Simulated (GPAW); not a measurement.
# Static electronic dielectric constant of PbTe under a scissors shift of 0 to 2 eV (LDA, RPA, no spin-orbit coupling)

PbTe is a rock-salt semiconductor whose upper valence bands are mainly Te 5p, with some Pb 6s mixed in near the edge, and whose lowest empty bands are mainly Pb 6p. Transitions between these p bands lie at low energy and are strong, so the dielectric constant is large and reacts visibly to any change in the gap. A scissors shift is the cheapest gap correction, and I need to know what it does to $\varepsilon_\infty$ before I use it. All six members share one LDA band structure and one RPA treatment; only the rigid upward shift $\Delta$ of the empty bands differs. I measure every change against the unshifted row, $\varepsilon_\infty = 29.16$.

## How the numbers were made

The measured cell of a diffraction database, fixed. GPAW 26.7.0, plane waves with PAW (cutoff 500 eV), no spin polarisation, no spin-orbit coupling, clamped ions. Each name gives functional, response level, k mesh, size of the sum over states, local-field cutoff and any scissors shift of the empty bands; line broadening 0.15 eV. The smallest direct gap met on these meshes is 0.81 eV. All ran on Arm Neoverse V1, shared with other work, so times are rough. The same in all rows: bands in the sum: 60; local-field cutoff: 50 eV; k-point spacing: 0.19 1/Å.

Notes on method and selection:

- Spin-orbit coupling is left out; with atoms heavier than cadmium it mostly narrows gaps and raises ε∞, strongly where an edge is built on 6p states.
- Runs that did not converge, have known faults or may not be shown are not listed, and runs on Ansatz's PAW sets soft_1 and soft_2 are kept to separate tables.

Columns:

- scissors (eV): scissors shift.
- ε∞: real dielectric constant at zero frequency.
- cost (core-s): processor time of the response step.

## Results

| member | scissors (eV) | ε∞ | cost (core-s) |
| --- | --- | --- | --- |
| LDA, RPA, 9×9×9, 60 bands, 50 eV | 0.0 | 29.16 | 16 |
| LDA, RPA, 9×9×9, 60 bands, 50 eV, scissors 0.4 eV | 0.4 | 24.51 | 19 |
| LDA, RPA, 9×9×9, 60 bands, 50 eV, scissors 0.8 eV | 0.8 | 21.27 | 18 |
| LDA, RPA, 9×9×9, 60 bands, 50 eV, scissors 1.2 eV | 1.2 | 18.83 | 15 |
| LDA, RPA, 9×9×9, 60 bands, 50 eV, scissors 1.6 eV | 1.6 | 16.95 | 15 |
| LDA, RPA, 9×9×9, 60 bands, 50 eV, scissors 2 eV | 2.0 | 15.44 | 15 |

## The trend and its physics

The dielectric constant falls at every step, from 29.16 without a shift to 15.44 at 2.0 eV, and the fall slows down. The first 0.4 eV removes 4.65 and the last 0.4 eV removes 1.51.

The simplest model starts from the static response as a sum over transitions $j$ from filled to empty states,

$$\varepsilon_\infty - 1 = \sum_j \frac{w_j}{E_j},$$

where $E_j$ is the transition energy and $w_j$ is proportional to the squared matrix element of position.

My first assumption is that the shift moves energies and leaves the wavefunctions alone. The position matrix elements, and with them $w_j$, then stay fixed, while every $E_j$ becomes $E_j + \Delta$.

My second assumption is that one effective energy $\bar E$ can stand for the whole spread of transitions. With $A = \sum_j w_j$ the sum collapses to

$$\varepsilon_\infty - 1 = \frac{A}{\bar E + \Delta}, \qquad \frac{1}{\varepsilon_\infty - 1} = \frac{\bar E + \Delta}{A}.$$

The inverse of $\varepsilon_\infty - 1$ should therefore be a straight line in $\Delta$, with two parameters.

My third assumption concerns local fields, which the calculation includes. If they act as a constant feedback $L$, the bare response $\chi_0$ becomes $\chi_0/(1 + L\chi_0)$, whose inverse is $1/\chi_0 + L$. This adds a constant to the line and keeps its slope, so the fitted $\bar E$ absorbs it. For that reason I read $\bar E$ as an effective energy and not as a strict average over the bands.

The slowing fall follows directly: the same 0.4 eV is a smaller fraction of $\bar E + \Delta$ once the bands are already far apart.

## The model against the table

I fix the two parameters on the end members, the unshifted row and the row shifted by 2.0 eV. Subtracting 1 from their dielectric constants leaves 29.16 − 1 = 28.16 and 15.44 − 1 = 14.44.

The model requires 28.16 × $\bar E$ = 14.44 × ($\bar E$ + 2.0), which gives

$\bar E$ = 2.0 × 14.44 / (28.16 − 14.44) = 2.105 eV

$A$ = 28.16 × 2.105 = 59.28 eV

The four members in between are then predictions:

- Shift 0.4 eV: 1 + 59.28 / (2.105 + 0.4) = 24.66. The table has 24.51, so the model is high by 0.15.
- Shift 0.8 eV: 1 + 59.28 / (2.105 + 0.8) = 21.41. The table has 21.27, so the model is high by 0.14.
- Shift 1.2 eV: 1 + 59.28 / (2.105 + 1.2) = 18.94. The table has 18.83, so the model is high by 0.11.
- Shift 1.6 eV: 1 + 59.28 / (2.105 + 1.6) = 17.00. The table has 16.95, so the model is high by 0.05.

The mean miss is 0.11, while the four table values lie on average about 2.5 away from their own mean. The two-parameter form therefore carries nearly all of the variation.

The fitted energy also hints at where the response comes from, though it contains a local-field part. It is 2.105 / 0.81 = 2.6 times the smallest direct gap on the mesh. If all the strength sat at that gap, a shift of 2.0 eV would divide $\varepsilon_\infty - 1$ by (0.81 + 2.0) / 0.81 = 3.5. The table gives 28.16 / 14.44 = 1.95, so in these rows transitions well above 0.81 eV supply much of the screening. That energy is not the band edge itself. The gap of PbTe lies at the L point of the Brillouin zone, which the 9×9×9 mesh misses because 9 is odd, so 0.81 eV is only an upper bound on the LDA gap.

## Departures from the trend

The four predictions are all too high, by 0.05 to 0.15, so the error is small but systematic. The assumption most likely to fail is the single transition energy, since a spread of energies gives misses of this sign. Low-energy transitions are weakened most by the first part of the shift, and the remaining response then behaves as if its effective energy were higher.

The rows show this drift. With 24.51 − 1 = 23.51 and 16.95 − 1 = 15.95, the first two give $\bar E$ = 0.4 × 23.51 / (28.16 − 23.51) = 2.022 eV, and the last two give 0.4 × 14.44 / (15.95 − 14.44) − 1.6 = 2.2 eV. The line broadening of 0.15 eV would bend the curve the other way, so it is not the cause.

Fixing the model on the first two rows alone makes the error larger and reverses its sign. At 2.0 eV it gives 1 + 28.16 × 2.022 / (2.022 + 2.0) = 15.16, below the 15.44 of the table.

The assumption of fixed position matrix elements is supported by a comparison that keeps a single effective energy. Fixed momentum matrix elements would give an inverse cube, $(\bar E + \Delta)^{-3}$. Fitted to the two end rows, this needs $\bar E$ = 2.0 / ((28.16 / 14.44)^(1/3) − 1) = 8.02 eV, far above the gap, and predicts 1 + 28.16 / (1 + 0.8 / 8.02)³ = 22.17 at 0.8 eV, too high by about 0.9.

## Summary

On this mesh, $\varepsilon_\infty - 1$ follows $1/(\bar E + \Delta)$ closely between 0 and 2 eV, and the two end rows are enough to interpolate the others to within 0.15. All rows share the one mesh, so they do not test whether $\varepsilon_\infty$ or its fall with $\Delta$ is converged in k points. A mesh that includes L would sample the low-energy transitions there, which are the ones a shift weakens most.

Spin-orbit coupling is missing as well. It lowers the Pb 6p conduction edge and should raise $\varepsilon_\infty$. These rows do not give its size, but the first 0.4 eV step shows how strongly the result reacts to a modest change in the transition energies.

Whether an upward shift makes sense for PbTe is left open by these rows. The measured gap is well below the 0.81 eV found here, but it belongs to L, which the mesh misses. The difference therefore mixes the coarse mesh, the missing spin-orbit coupling and the error of LDA itself, and only the last is a reason for a scissors shift. I would first calculate the gap at L with spin-orbit coupling and then choose the size and sign of the shift from the error that remains.
